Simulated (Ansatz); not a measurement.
# Smearing, entropy and the zero-width energy in TeAs₂

Computed with Ansatz, DFT PBE, scalar-relativistic, plane waves, PAW.

```
Te As
1.0
    -3.55645    3.55645    2.94052
     3.55645   -3.55645    2.94052
     3.55645    3.55645   -2.94052
Te As
2 4
Direct
  0.75000 0.25000 0.50000
  0.00000 0.00000 0.00000
  0.37500 0.62500 0.25000
  0.37500 0.12500 0.75000
  0.37500 0.62500 0.75000
  0.87500 0.62500 0.25000
```

The plane-wave cutoff is 420 eV. The Γ-centred k-mesh is 8×8×8. The spin treatment is unpolarised.

The same metal under several smearings of width σ, on one mesh. F is the free energy, TS the smearing's entropy term for the cell of 6 atoms, and E = F + TS. Gaussian occupations are ½ erfc[(ε − μ)/σ], and N counts both spins. Spin–orbit coupling is left out, which shifts the bands of heavy elements.

| rule | σ (eV) | F − F(narrowest) (meV/atom) | TS (meV/cell) |
| --- | --- | --- | --- |
| Fermi–Dirac | 0.02 | 0.000 | 4.721 |
| Fermi–Dirac | 0.1 | -8.198 | 99.028 |
| Fermi–Dirac | 0.2 | -32.136 | 379.223 |
| Gaussian | 0.1 | -1.015 | 15.888 |

Problem. For a density of states N (both spins) that is flat over the smeared range, TS = Nσ²/2 (Gaussian) and (π²/3)Nσ² (Fermi–Dirac). What N does each run give?

Solution.
| rule | σ (eV) | N (states/eV a cell) |
| --- | --- | --- |
| Fermi–Dirac | 0.02 | 3.59 |
| Fermi–Dirac | 0.1 | 3.01 |
| Fermi–Dirac | 0.2 | 2.88 |
| Gaussian | 0.1 | 3.18 |

Equal entropy needs σ_Gauss = π√(2/3) σ_FD = 2.57 σ_FD, so a Fermi–Dirac width acts like a Gaussian one 2.57 times as large. At moderate widths N lies between 3.01 and 3.59. The drift shows structure in the density of states within the smeared window (a rise with width points to a dip at the Fermi level, a fall to a peak or a steep flank), or a mesh too coarse for the narrower widths. At the narrowest widths only the few mesh levels within σ of μ count, so N can scatter there.

Problem. To second order F = E0 − TS/2 and E = E0 + TS/2. How well does E0 = (E + F)/2 undo the smearing?

Solution.
```csv
rule,σ (eV),F − E0(narrowest) (meV/atom),(E + F)/2 − E0(narrowest) (meV/atom)
Fermi–Dirac,0.02,-0.39,0.00
Fermi–Dirac,0.1,-8.59,-0.34
Fermi–Dirac,0.2,-32.53,-0.93
Gaussian,0.1,-1.41,-0.08
```

At Fermi–Dirac 0.1 eV the free energy is off by -8.59 meV/atom and the mean by -0.34. What remains is of order σ⁴ plus the mesh error of the narrowest run, which is no exact reference. Forces and stress are derivatives of F, not of E0, so they keep the σ² error.

The free energy falls as the smearing widens because more states around the Fermi level become partially occupied. At equal nominal width the Fermi–Dirac shift is much larger than the Gaussian one, as its occupation tails reach further. Ordered by effective width, all four runs fall on one sequence: N drops steadily from 3.59 to 2.88, with the Gaussian value of 3.18 in its proper place. The drift therefore probably reflects the energy window sampled rather than the smearing rule.

Averaging E and F removes most of the shift, but between Fermi–Dirac 0.1 and 0.2 eV the remainder grows from -0.34 to only -0.93 meV/atom, far more slowly than a fourth power would. This suggests that k-point sampling or sharp structure in the density of states still matters, so extrapolating on the leading term alone isn't justified.

An N of this size is plausible for broad, overlapping p bands of As and Te. With an even electron count metallicity isn't forced, and a bond-alternating distortion that might open a gap remains untested.
